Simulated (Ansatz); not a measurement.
**Exchange couplings of MnS against the energies of its magnetic orders — Ansatz, plane waves and PAW**

Space group F-43m (No. 216), 2 atoms in the cell of the first input below: a = 3.960 Å, b = 3.960 Å, c = 3.960 Å, α = 60.00°, β = 60.00°, γ = 60.00°.

The structure is a measured one, not always of the ambient phase, taken without relaxation (pressure -2.0 GPa with this functional, without spin–orbit coupling). Functional: PBEsol.

The couplings come from the ferromagnetic state by the force theorem with constrained moments:

```yaml
crystal:
  lattice:
    - [0.0, 2.8, 2.8]
    - [2.8, 0.0, 2.8]
    - [2.8, 2.8, 0.0]
  atoms:
    - { symbol: Mn, position: [0.0, 0.0, 0.0], spin: 4.56 }
    - { symbol: S, position: [0.75, 0.75, 0.75] }
basis:
  ecutwfc: 420
  ecutrho_ratio: 4
kpoints:
  mp_grid: { grid: [10, 10, 10] }
  band_path:
    path:
      - [[0.0, 0.0, 0.0], [-0.5, -0.5, 0.0], [-0.375, -0.375, 0.25]]
      - [[-0.375, 0.0, 0.375], [0.0, 0.0, 0.0], [0.0, 0.0, 0.5], [-0.5, -0.25, 0.25], [-0.5, -0.5, 0.0]]
    npoints: 6
hamiltonian:
  xc: pbesol
scf:
  occupations: { method: gaussian, width: 0.05 }
  lower_state_search: "off"
output:
  forces: true
  stress: true
  eigenvalues: true
  populations: true
  eigenstates:
    nscf_kmesh: { grid: [10, 10, 10] }
    top_band: c30
    exchange_couplings: { magnetic: [{ site: 0 }], antisymmetric: true }
    magnetocrystalline_anisotropy: {}
magnetization:
  spin_polarized: true
checkpoint:
  read: start.run
  write: ck
  compress: false
  write_wavefunctions: false
  write_every: 100000
```

```bash
ansatz run input.yaml --threads 4 --pin off --max-ram 9216MiB --backend cpu --events-out ev --progress --plain --runs-dir out
```

start.run is the saved state of an earlier run of the same cell.

Time: 110 s on 4 threads of Arm Neoverse V2, with other jobs on the host, peak memory 1.7 GiB.

Couplings between Mn atoms, for E = −Σ(i≠j) J_ij e_i·e_j with unit vectors (each pair counted twice):

```json
{"distance (Å)": "3.960", "neighbours": "12", "J (meV)": "-32.061"}
{"distance (Å)": "5.600", "neighbours": "6", "J (meV)": "6.583"}
{"distance (Å)": "6.859", "neighbours": "24", "J (meV)": "1.330"}
{"distance (Å)": "7.920", "neighbours": "12", "J (meV)": "0.854"}
{"distance (Å)": "8.854", "neighbours": "24", "J (meV)": "-0.382"}
{"distance (Å)": "9.699", "neighbours": "8", "J (meV)": "-0.591"}
{"distance (Å)": "10.477", "neighbours": "48", "J (meV)": "-0.061"}
{"distance (Å)": "11.200", "neighbours": "6", "J (meV)": "-0.167"}
{"distance (Å)": "11.879", "neighbours": "24", "J (meV)": "-0.065"}
{"distance (Å)": "11.879", "neighbours": "12", "J (meV)": "-0.247"}
```

28 shells out to 19.4 Å enter the sums below; those further out add 0.48 meV to J(0).

The program gives no ordering temperature for this run: by its own couplings the state isn't the lowest.

At rigid moments, leaving out the upper third of the empty bands moves a coupling by under 1 % of the largest.

Q: What energy per Mn above the ferromagnet does the model give for the order with wave vector q = (0.000, 0.000, 0.500) in units of the reciprocal cell vectors?

A: E(q) − E(0) = Σ J_ij (1 − cos q·R_ij). The shells that add most, as J × Σ(1 − cos): -32.061 × 12.00 at 3.96 Å, 6.583 × 12.00 at 5.60 Å, 1.330 × 24.00 at 6.86 Å, -0.382 × 24.00 at 8.85 Å, -0.591 × 16.00 at 9.70 Å, 0.293 × 48.00 at 12.52 Å, and -6.18 meV from the 22 other shells kept; in all -284.56 meV.

Each order was then solved self-consistently. The input for the first:

```yaml
crystal:
  lattice:
    - [0.0, 2.8, 2.8]
    - [2.8, 0.0, 2.8]
    - [5.6, 5.6, 0.0]
  atoms:
    - { symbol: Mn, position: [0.0, 0.0, 0.0], spin: 5.0 }
    - { symbol: S, position: [0.75, 0.75, 0.375] }
    - { symbol: Mn, position: [0.0, 0.0, 0.5], spin: -5.0 }
    - { symbol: S, position: [0.75, 0.75, 0.875] }
basis:
  ecutwfc: 420
  ecutrho_ratio: 4
kpoints:
  mp_grid: { grid: [10, 10, 5] }
hamiltonian:
  xc: pbesol
scf:
  occupations: { method: gaussian, width: 0.05 }
output:
  forces: true
  stress: true
  eigenvalues: true
  populations: true
  write_density: true
  write_potential: true
  elf: true
  volumetric_format: npy
magnetization:
  spin_polarized: true
```

```bash
ansatz run input.yaml --threads 4 --pin off --max-ram 9216MiB --backend cpu --events-out ev --progress --plain --runs-dir out
```

Time: 6.2 s on 4 threads of Arm Neoverse V2, with other jobs on the host, peak memory 0.52 GiB.

Total energies count from the ferromagnet on the 10×10×10 mesh, or from a ferromagnetic run in the same doubled cell where its mesh isn't the equal of that (spin moment 4.14 μB).

```json
{"order": "collinear order in a doubled cell", "q": "0.000 0.000 0.500", "model (meV)": "-284.56", "total energies (meV)": "-231.76", "largest spin moment (μB)": "4.00", "gap on the mesh (eV)": "0.74"}
{"order": "collinear order in a doubled cell", "q": "0.000 0.500 0.500", "model (meV)": "-489.49", "total energies (meV)": "-297.21", "largest spin moment (μB)": "3.95", "gap on the mesh (eV)": "1.30"}
```

The model has the sign of the total energies in all 2 rows, and meets their size within a third for 1, within a factor of two for 1 more; the largest miss is 192.28 meV. The lowest state tried has q = (0.000, 0.500, 0.500), 297.21 meV under the ferromagnet. The couplings are derived for small turns about the ferromagnet. By its own couplings the ferromagnet isn't the lowest state: J(q) is largest at q = (0.100, -0.500, -0.400).

Caveats: couplings not converged in the mesh; no spin–orbit coupling; the ferromagnetic state is metallic at this level, and the convergence of the total energies in the k-mesh was not tested; the order found in nature may be another, or none; without a Hubbard U the functional can make an insulator metallic, should this be one.

Both antiferromagnetic orders lie well below the ferromagnet, and the dominant nearest-neighbour coupling of -32.061 meV accounts for this. In Mn(II) the half-filled d shell blocks virtual hopping between parallel spins, while antiparallel neighbours can lower their energy by superexchange through sulfur. The order at (0.000, 0.500, 0.500), type I on the fcc Mn lattice, has more antiparallel nearest neighbours than type II at (0.000, 0.000, 0.500), which explains its lower energy. The ferromagnetic second-neighbour coupling favours it further in the model.

The model exaggerates the separation between the two orders, probably because a gap opens in both and removes the metallic contribution to exchange present in the ferromagnet. The positive second-neighbour coupling may have the same origin.

Zinc-blende MnS is known to order as type III, which also frustrates the nearest-neighbour bonds. That order is not among the total energies, so type I is only the lower of the two antiferromagnets tried, not a predicted ground state.
